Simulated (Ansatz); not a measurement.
# A series in volume scale on LiY3

Results calculated with Ansatz 0.2.0, not measured. Free energy against uniform scaling of the volume at fixed shape and fractions; periodic cell, basis, potentials, k mesh and filling as listed.

The cell before it is scaled or strained (space group Fm-3m, No. 225):
```
LiY3
1.0
      0.0000     3.9128     3.9128
      3.9128     0.0000     3.9128
      3.9128     3.9128     0.0000
Li Y
1 3
Direct
  0.00000 0.00000 0.00000
  0.25000 0.25000 0.25000
  0.75000 0.75000 0.75000
  0.50000 0.50000 0.50000
```

Settings of every row: functional r2SCAN; dispersion none; potentials PAW; wave cutoff 530.62 eV; density cutoff 2122.5 eV; k mesh 5x5x5; k shift 0x0x0; occupations fermi dirac; smearing width 0.1 eV; spin none.

Limits: coarse k mesh, up to 40 meV an atom off; the cell comes from a prototype or a list of computed structures and needn't be the stable phase.

```
row  volume scale  V (Å³/atom)  pressure (GPa)  energy above lowest point (meV/atom)
  1        0.9406       28.173            2.39                                  13.5
  2        0.9703       29.063            1.19                                   3.6
  3             1       29.952               ?                                     ?
  4        1.0297       30.842           -0.79                                   1.9
  5        1.0594       31.732            -1.6                                   8.6
```

Question: what pressure should row 3 give?

Worked fit of pressure. Take u = (V_r/V)^(2/3) − 1 with V_r = 29.953 Å³ an atom, which is twice the finite (Eulerian) strain; such expansions in the strain, on which the Birch-Murnaghan equation of state is built, carry the rest volume and the bulk modulus. The shown rows have u = 0.04169, 0.02031, -0.01931, -0.03773. Least squares give pressure = 0.135 + 49.84 × u + 102 × u² GPa; a straight line predicts inner rows, each left out in turn, worse (root mean square 0.093 against 0.0015 GPa). All shown rows lie on it to the printed digit. The pressure vanishes at u = -0.0027, or V = 30.08 Å³ an atom, and there the bulk modulus at fixed shape and fractions is B = −V dP/dV = (2/3)(1 + u) dP/du = 32.8 GPa. The withheld row has u = 2e-05, so the fit gives 0.135 + 49.84 × (2e-05) + 102 × (2e-05)² = 0.14 GPa.

The calculation gave 0.13 GPa. The fit lies 0.01 GPa (7.7 % of the value, 0.25 % of the column's range) above it, one unit of the last digit.

The other values of row 3: energy above lowest point 0 meV/atom.
